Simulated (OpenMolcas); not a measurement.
# C2F4O (trifluoroacetyl fluoride): methods side by side

C2F4O has 7 atoms, charge 0, and is taken as a singlet. SMILES: `O=C(F)C(F)(F)F`. The shape is that of a PBE0-D4/def2-TZVP optimisation.

| atom | x (Å) | y (Å) | z (Å) |
| --- | --- | --- | --- |
| O | 1.0612 | -1.3962 | 0.7011 |
| C | 0.0890 | -0.7981 | 0.4351 |
| F | -1.1368 | -1.2010 | 0.7399 |
| C | 0.0181 | 0.5518 | -0.3064 |
| F | -0.6979 | 0.4183 | -1.4187 |
| F | -0.5643 | 1.4616 | 0.4688 |
| F | 1.2308 | 0.9636 | -0.6198 |

Quantity: the HOMO–LUMO gap, in eV. The values are calculated.

| level | kind | program | value (eV) | CPU time |
| --- | --- | --- | --- | --- |
| HF/cc-pVDZ | Hartree–Fock | OpenMolcas | 17.49 | 13 s |
| BLYP/cc-pVDZ | GGA | OpenMolcas | 5.36 | 31 s |
| PBE/cc-pVDZ | GGA | OpenMolcas | 5.34 | 34 s |
| revPBE/cc-pVDZ | GGA | OpenMolcas | 5.38 | 37 s |
| M06-L/cc-pVDZ | meta-GGA | OpenMolcas | 6.09 | 38 s |
| TPSS/cc-pVDZ | meta-GGA | OpenMolcas | 5.60 | 45 s |
| PBE0/cc-pVDZ | global hybrid | OpenMolcas | 8.30 | 29 s |
| B2PLYP/cc-pVDZ | double hybrid | OpenMolcas | 11.72 | 26 s |

The values span 5.34 to 17.49 eV. Orbital gaps aren't excitation energies, and those of double hybrids come from the SCF part alone; they tend to grow with the share of exact exchange. Times are those of the runs behind each value, whatever else they computed, on shared processors of several kinds: orders of magnitude only.

The three GGAs agree closely, at 5.34 to 5.38 eV, and the meta-GGAs lie only slightly higher. The large steps come with PBE0, B2PLYP and Hartree–Fock, probably because a semilocal potential treats filled and empty orbitals alike, whereas in Hartree–Fock an empty orbital feels the repulsion of all the electrons and is pushed up towards an electron-attachment level.

In an acyl fluoride the frontier orbitals are expected to be an oxygen lone pair and the carbonyl π* orbital. The trifluoromethyl group stabilises both by induction, while π donation from the acyl fluorine raises the π* level, so strong electron withdrawal need not by itself mean a small gap.

The close agreement among the GGAs shows that the gap is insensitive to the choice between them, not that it is accurate. Nor is the Hartree–Fock value of 17.49 eV necessarily near its basis-set limit: without diffuse functions, a weakly bound or unbound empty orbital is artificially confined, and a larger, more diffuse basis would probably lower it.
